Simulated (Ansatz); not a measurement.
## Loss of H2: GeH3(NH2) → GeH(NH2) + H2

Species: GeH3(NH2), singlet; GeH(NH2), singlet; H2 (hydrogen), singlet. 

Shapes, held fixed at every level: PBE0-D4/def2-TZVP. Flexible molecules stand in one conformer, not always the lowest. Programs: Ansatz 0.2.0. The zero-point and thermal change to 298 K, harmonic and unscaled (PBE0-D4/def2-TZVP), is -10.4 kJ/mol.

```csv
level,kind,ΔH(298 K) (kJ/mol),less CCSD(T)/def2-TZVPP
HF/def2-TZVPP,Hartree–Fock,+98.3,+2.5
SPW92/def2-TZVPP,LDA,+106.5,+10.7
r2SCAN-D4/def2-TZVPP,meta-GGA,+91.8,-4.0
B3LYP-D4/def2-TZVPP,global hybrid,+70.5,-25.3
BHLYP-D4/def2-TZVPP,global hybrid,+91.5,-4.3
wB97X-V/def2-TZVPP,range-separated hybrid,+98.0,+2.2
CCSD/def2-SVP,coupled cluster or CI,+94.0,-1.8
CCSD(T)/def2-TZVPP,coupled cluster or CI,+95.8,0.0
```

The highest level, CCSD(T)/def2-TZVPP, gives ΔH(298 K) = +95.8 kJ/mol; the levels span +70.5 to +106.5. The column of differences is taken from that level and isn't an error. No measured value is set beside it here. Relativity is left out for Ge unless named. Correlated rows may include outer-core shells of Ge, which these sets cover unevenly.

Loss of H2 from germylamine is endothermic at every level, with CCSD(T) placing the cost at +95.8 kJ/mol. Two Ge–H bonds are given up for one H–H bond and a lone pair of largely 4s character on Ge, as Ge(IV) becomes Ge(II). The reluctance of the 4s pair to take part in bonding keeps this cost moderate, and donation from the nitrogen lone pair into the empty Ge 4p orbital probably lowers it further.

The number of electron pairs is conserved, which suggests that much of the correlation energy cancels and would explain why Hartree–Fock lies so close to CCSD(T). B3LYP is the clear outlier, at 25.3 kJ/mol below the reference. The share of exact exchange alone can't account for this, since r2SCAN, which has none, and BHLYP, which has more, both lie within 5 kJ/mol of CCSD(T). The reaction enthalpy doesn't give the barrier to elimination, but it does set an approximate floor under it: the climb must be at least about as high as the endothermicity, and how much higher isn't shown here.
